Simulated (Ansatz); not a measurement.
# Strength of the C–O bond: C2H3F3O → CHF2O + CH2F

Species: C2H3F3O `FCOC(F)F`, singlet; CHF2O `[O]C(F)F`, doublet; CH2F `[CH2]F`, doublet. 

Shapes, held fixed at every level: PBE0-D4/def2-TZVP. Flexible molecules stand in one conformer, not always the lowest. Programs: Ansatz 0.2.0. The zero-point and thermal change to 298 K, harmonic and unscaled (PBE0-D4/def2-TZVP), is -23.7 kJ/mol.

```json
{"level": "HF/def2-SVP", "kind": "Hartree–Fock", "ΔH(298 K) (kJ/mol)": "+272.1", "less CCSD(T)/CBS estimate": "-144.5"}
{"level": "SPW92/def2-TZVPP", "kind": "LDA", "ΔH(298 K) (kJ/mol)": "+471.1", "less CCSD(T)/CBS estimate": "+54.5"}
{"level": "BHLYP-D4/def2-TZVPP", "kind": "global hybrid", "ΔH(298 K) (kJ/mol)": "+370.2", "less CCSD(T)/CBS estimate": "-46.4"}
{"level": "PBE0-D4/def2-TZVPP", "kind": "global hybrid", "ΔH(298 K) (kJ/mol)": "+389.1", "less CCSD(T)/CBS estimate": "-27.5"}
{"level": "B2PLYP/def2-TZVPP", "kind": "double hybrid", "ΔH(298 K) (kJ/mol)": "+391.8", "less CCSD(T)/CBS estimate": "-24.8"}
{"level": "CCSD/def2-SVP", "kind": "coupled cluster or CI", "ΔH(298 K) (kJ/mol)": "+390.9", "less CCSD(T)/CBS estimate": "-25.7"}
{"level": "CCSD(T)/CBS estimate", "kind": "coupled cluster or CI", "ΔH(298 K) (kJ/mol)": "+416.6", "less CCSD(T)/CBS estimate": "0.0"}
```

The highest level, CCSD(T)/CBS estimate, gives ΔH(298 K) = +416.6 kJ/mol; the levels span +272.1 to +471.1. The column of differences is taken from that level and isn't an error. Hartree–Fock misses the correlation of the pair that is broken and comes out low. No measured value is set beside it here. Open shells run unrestricted unless RO is named. The CBS estimate extrapolates MP2 from def2-TZVPP and def2-QZVPP and adds CCSD(T) − MP2 in the triple-zeta set, cores frozen.

Breaking the bond between oxygen and the CH2F carbon costs +416.6 kJ/mol at the highest level, which marks a strong C–O single bond for an ether. The likely reason is anomeric: oxygen lone pairs donate into the C–F σ* orbitals on both sides, shortening and strengthening the C–O links. Cleavage ends this donation towards the CH2F group and leaves an oxygen-centred radical next to an electron-withdrawing CHF2 carbon, where the unpaired electron gains little delocalisation.

The local density functional overbinds, as it usually does, because its exchange favours the smoother density of the intact molecule over that of the fragments. BHLYP, with its larger share of exact exchange, falls below PBE0, while the perturbative correlation in B2PLYP probably recovers part of the binding. The closeness of CCSD in the small basis to these last two doesn't show a shared cause, since it combines missing triples with basis incompleteness. Whether this is the molecule's weakest bond remains open.
